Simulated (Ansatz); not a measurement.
## GdCd: pressure and energy above lowest point against volume scale

All results are calculated (Ansatz 0.2.0). Free energy against uniform scaling of the volume at fixed shape and fractions; periodic cell, basis, potentials, k mesh and filling as listed.

The cell before it is scaled or strained (space group Pm-3m, No. 221):
```
CELL_PARAMETERS angstrom
3.75960 0.00000 0.00000
0.00000 3.75960 0.00000
0.00000 0.00000 3.75960
ATOMIC_POSITIONS crystal
Gd 0.50000 0.50000 0.50000
Cd 0.00000 0.00000 0.00000
```

Settings of every row: functional PBEsol; dispersion none; potentials PAW; wave cutoff 510 eV; density cutoff 2040 eV; k mesh 8x8x8; k shift 0x0x0; occupations fermi dirac; smearing width 0.1 eV; spin collinear.

Limits: coarse k mesh, up to 40 meV an atom off; state may not be the lowest; the cell comes from a prototype or a list of computed structures and needn't be the stable phase; with one magnetic atom in the cell only parallel moments are possible.

```
row  volume scale  V (Å³/atom)  pressure (GPa)  energy above lowest point (meV/atom)
  1          0.94       24.976            1.69                                   3.5
  2          0.96       25.507            0.42                                     0
  3          0.98       26.039            -0.7                                   0.5
  4             1        26.57           -1.71                                   4.5
  5          1.02       27.102            -2.6                                  11.7
  6          1.04       27.633               ?                                     ?
  7          1.06       28.164           -4.11                                  34.1
```

Question: what pressure and energy above lowest point should row 6 give?

Worked fit of pressure. Take u = (V_r/V)^(2/3) − 1 with V_r = 26.305 Å³ an atom, which is twice the finite (Eulerian) strain; such expansions in the strain, on which the Birch-Murnaghan equation of state is built, carry the rest volume and the bulk modulus. The shown rows have u = 0.03517, 0.02075, 0.0068, -0.00666, -0.0197, -0.0445. Least squares give pressure = −1.22 + 74.78 × u + 222.3 × u² GPa; a straight line predicts inner rows, each left out in turn, worse (root mean square 0.14 against 0.0076 GPa). The rows lie off it by 0.01, -0.01, 0.00, 0.00, 0.01, 0.00. The withheld row has u = -0.0323, so the fit gives −1.22 + 74.78 × (-0.0323) + 222.3 × (-0.0323)² = -3.40 GPa.

The calculation gave -3.4 GPa. The fit meets it to the printed digit.

Worked fit of energy above lowest point. Take u = (V_r/V)^(2/3) − 1 with V_r = 26.305 Å³ an atom, which is twice the finite (Eulerian) strain; such expansions in the strain, on which the Birch-Murnaghan equation of state is built, carry the rest volume and the bulk modulus. The shown rows have u = 0.03517, 0.02075, 0.0068, -0.00666, -0.0197, -0.0445. Least squares give energy above lowest point = 2.09 − 300.4 × u + 9564 × u² + 3363 × u³ meV/atom; a parabola predicts inner rows, each left out in turn, worse (root mean square 0.068 against 0.018 meV/atom). All shown rows lie on it to the printed digit. The withheld row has u = -0.0323, so the fit gives 2.09 − 300.4 × (-0.0323) + 9564 × (-0.0323)² + 3363 × (-0.0323)³ = 21.7 meV/atom.

The calculation gave 21.7 meV/atom. The fit meets it to the printed digit.
